The band gap is the energy between the highest filled level and the lowest empty one. Here it is read from the orbital energies of five hybrid functionals, which replace part of an approximate, semilocal exchange by exact exchange computed from the orbitals. The crystal is zinc-blende GaN with the same atomic positions in every row. Both band edges lie at the zone centre Γ, so the columns band gap and least direct gap hold the same number.

Ansatz 0.2.0, hybrid-functional DFT with plane waves and PAW potentials for zinc-blende GaN (2-atom cell, cubic edge 4.498 Å) at fixed geometry. All rows use a 6×6×6 k mesh and fixed occupations, without spin polarisation or spin–orbit coupling. The least direct gap is the smallest between filled and empty levels at the same k point.

```tsv
functional	wave cutoff	band gap (eV)	least direct gap (eV)
DDH-PBE0	420 eV	3.048	3.048
HSE06	420 eV	3.005	3.005
PBE0	420 eV	3.700	3.700
r2SCAN0	500 eV	3.991	3.991
r2SCANh	500 eV	2.883	2.883
```

PBE0, HSE06 and r2SCAN0 all carry 25 % of exact exchange by definition, yet their gaps spread over almost 1 eV. DDH-PBE0 carries less and still lands beside HSE06. The fraction alone therefore can't order the rows. It also matters over what distance the exact exchange acts and which semilocal functional it is mixed with.

**DDH-PBE0: less exchange at every distance**

An electron in a filled orbital is part of the charge cloud that repels it, and exact exchange cancels this self-repulsion. In a crystal, where each orbital spreads over all cells, the filled orbitals of one spin bring about the cancellation together. An empty orbital contributes nothing to the cloud, so it has no self-repulsion to cancel. The semilocal exchange potential of PBE depends only on the density and its derivatives at each place and can't make this distinction, which leaves filled levels too high relative to empty ones. Every portion of exact exchange restores some of the difference and opens the gap.

DDH-PBE0 sets the portion to $1/\varepsilon_\infty$, where $\varepsilon_\infty$ is the crystal's electronic dielectric constant, here as calculated with PBE. The reasoning is that the other electrons screen exchange at long distance, just as they screen an electric charge. Its exact-exchange energy, compared with that of PBE0, implies a fraction of about 17 % if the orbitals are nearly the same, hence $\varepsilon_\infty\approx 5.9$. The fixed 25 % of PBE0 would suit a dielectric constant of 4, so GaN screens more strongly than PBE0 supposes. The smaller fraction brings the gap 0.65 eV below that of PBE0. PBE usually overestimates the dielectric constant because its own gap is too small, so the fraction, and with it the DDH-PBE0 gap, probably comes out somewhat low.

This gives a rule for a neighbouring material. Where the dielectric constant computed with PBE exceeds 4, DDH-PBE0 contains less exact exchange than PBE0 and should give the smaller gap; below 4 the order should reverse.

**HSE06: the whole fraction nearby, none far away**

HSE06 keeps the 25 % between electrons that are close together and fades it out at larger separations. Its gap is 0.70 eV below that of PBE0, although the nominal fraction is the same. The size of this drop can be estimated without using any gap in the table.

The part of the interaction that HSE06 treats without exact exchange is $\mathrm{erf}(\omega r)/r$, where $r$ is the distance between two electrons and $\omega$ is about 0.11 per bohr. This function is nearly flat at distances well below $1/\omega$, which is about 4.8 Å, and its value at $r=0$ is $2\omega/\sqrt{\pi}$. Around an electron in a filled state, exchange removes exactly one electron of the same spin, the so-called exchange hole. If this hole is small compared with 4.8 Å, the interaction is constant across it.

A constant interaction makes the exchange energies simple. Each filled level is lowered by the full constant, while an empty level, being orthogonal to all filled ones, isn't lowered at all. The gap that PBE0 gains over HSE06 is then the exchange fraction times the constant:

$$\Delta E_\mathrm{gap}\approx 0.25\times\frac{2\times 0.11}{\sqrt{\pi}}\times 27.2\ \mathrm{eV}\approx 0.84\ \mathrm{eV}.$$

The semilocal exchange that takes over in HSE06 doesn't alter this difference, because in the same limit it lowers filled and empty levels alike, by half the constant. Going from PBE0 to HSE06 should therefore raise the valence top and lower the conduction bottom by about 0.42 eV each. The computed shifts are 0.37 and 0.32 eV, read on a common zero of energy; the compact Ga 3d doublet discussed below rises by 0.415 eV, which fits that reading. The split is nearly even, as the argument requires. Part of the imbalance is expected, because the semilocal long-range potential falls a little short of half the constant where the density is low.

The computed loss of gap is 82 % of the estimate. An estimate on the high side is reasonable, because a real exchange hole has a finite width and the interaction weakens towards its rim. For the average electron the compact hole works well: the exact-exchange energy given up per electron is 0.416 eV, against the 0.422 eV expected if the interaction were constant across the hole. This is a mild test, since ten of the 18 electrons are compact 3d electrons. The band edges follow it less closely, probably because states on either side of the gap mix as one moves away from Γ, so that the empty state feels some exchange too. The long-range interaction acts at wave vectors up to about $2\omega$, which is comparable with the spacing of this k mesh. The mesh therefore samples the mixing thinly and is expected to treat much of the interaction as a constant, so both the 82 % and the gaps of the full-range hybrids may shift somewhat on a denser mesh.

The estimate also implies that the change should depend little on where in the band structure one looks. At the zone-boundary points L and X, the direct gap of PBE0 exceeds that of HSE06 by 0.74 and 0.75 eV, close to the difference at Γ. Long-range exchange thus acts mainly by moving the filled and empty bands apart, with only a modest change in their shape.

**Two routes to a similar gap**

DDH-PBE0 and HSE06 differ by only 0.04 eV in the gap, a difference too small to interpret without a test of the k mesh. Physically, though, they have made different cuts. DDH-PBE0 thins exact exchange by about a third at every distance, whereas HSE06 removes its distant part and leaves the near part whole. In GaN the two cuts happen to cost about the same gap.

The filled Ga 3d levels tell the two cuts apart. A 3d shell is compact, so its self-repulsion is mostly a matter of short distances. The 3d doublet at Γ, which symmetry keeps from mixing with the N 2p valence top, lies 15.41 eV below that top in PBE0 and 15.37 eV below it in HSE06. This near-equality is what the constant-interaction argument demands, since long-range exchange lowers all filled levels together.

In DDH-PBE0 the same doublet lies only 14.69 eV deep, because exchange has been reduced at short distances too. Two functionals that agree on the gap thus place the valence top about 0.7 eV apart relative to the 3d level. Photoemission finds the Ga 3d levels deeper than either functional does. A good gap is therefore no guarantee of a good core-to-valence distance.

**PBE0 and r2SCAN0: same fraction, different partner**

PBE0 has 25 % of exact exchange at all distances, and its gap rises to 3.70 eV. r2SCAN0 has the same fraction with the same unlimited range, yet its gap is larger by another 0.29 eV. What has changed is the semilocal functional that supplies the rest.

The semilocal part of PBE0 uses the density and its gradient. That of r2SCAN0 also uses the kinetic-energy density, which is built from the slopes of the orbitals. Its potential can therefore act differently on orbitals of different shape, and so treat valence and conduction states differently even before exact exchange is added. This is the likely main cause of the wider gap, but the wave cutoff also rises from 420 to 500 eV between these rows, and its share hasn't been separated.

**r2SCANh: the fraction again**

The last row keeps the r2SCAN partner and the cutoff but reduces exact exchange from 25 to 10 %. The gap falls by 1.11 eV, to the smallest value in the table. The lift from the semilocal partner is too small to make up for the exchange taken away.

Per ten percentage points of exact exchange, the r2SCAN pair opens the gap by 0.74 eV, and the pair DDH-PBE0 and PBE0 by 0.80 eV. The second rate depends on the inferred fraction, but the two are close enough to say that the fraction has much the same effect with either partner. A slightly lower rate for r2SCAN is expected if the lift from this partner shrinks as less of its exchange is kept. Each rate rests on two rows, so it is a local slope and no proof of a straight line down to zero exchange.

The measured gap of zinc-blende GaN is roughly 3.3 eV. PBE0 and r2SCAN0 lie above it and the other three below. These calculations hold the atoms still, whereas vibrations narrow the real gap even at low temperature; including them would reduce the excess of the upper two and deepen the shortfall of the lower three. The differences and the estimate used here are printed in the output that follows.

Numerical output:

```
Exact exchange (HSE06 only at short range) and gap:
       row  exchange in percent  gap in eV
  DDH-PBE0                16.85      3.048
     HSE06                   25      3.005
      PBE0                   25        3.7
   r2SCAN0                   25      3.991
   r2SCANh                   10      2.883
Dielectric constant implied by the DDH fraction: 5.934
Gap spread of the three functionals with 25 percent (eV): 0.986
Gap, r2SCAN0 less r2SCANh (eV): 1.108
Gap opening per ten points of exchange, r2SCAN pair (eV): 0.7387
Gap, PBE0 less DDH-PBE0 (eV): 0.652
Gap opening per ten points of exchange, PBE0 and DDH-PBE0 (eV): 0.8003
Gap, r2SCAN0 less PBE0 (eV): 0.291
Gap, DDH-PBE0 less HSE06 (eV): 0.043
Gap, PBE0 less HSE06 (eV): 0.695
Screening length 1/w of HSE06 (angstrom): 4.811
Constant-kernel estimate of the gap lost from PBE0 to HSE06 (eV): 0.8444
Computed gap loss in percent of that estimate: 82.31
Half of the estimate, expected shift of each band edge (eV): 0.4222
Valence top, HSE06 less PBE0 (eV): 0.373
Conduction bottom, PBE0 less HSE06 (eV): 0.3217
Exact-exchange energy lost from PBE0 to HSE06 per electron (eV): 0.4158
Direct gap at L, PBE0 less HSE06 (eV): 0.7414
Direct gap at X, PBE0 less HSE06 (eV): 0.7494
Ga 3d doublet below the valence top, DDH-PBE0 (eV): 14.69
Ga 3d doublet below the valence top, HSE06 (eV): 15.37
Ga 3d doublet below the valence top, PBE0 (eV): 15.41
Ga 3d doublet below the valence top, r2SCAN0 (eV): 15.72
```
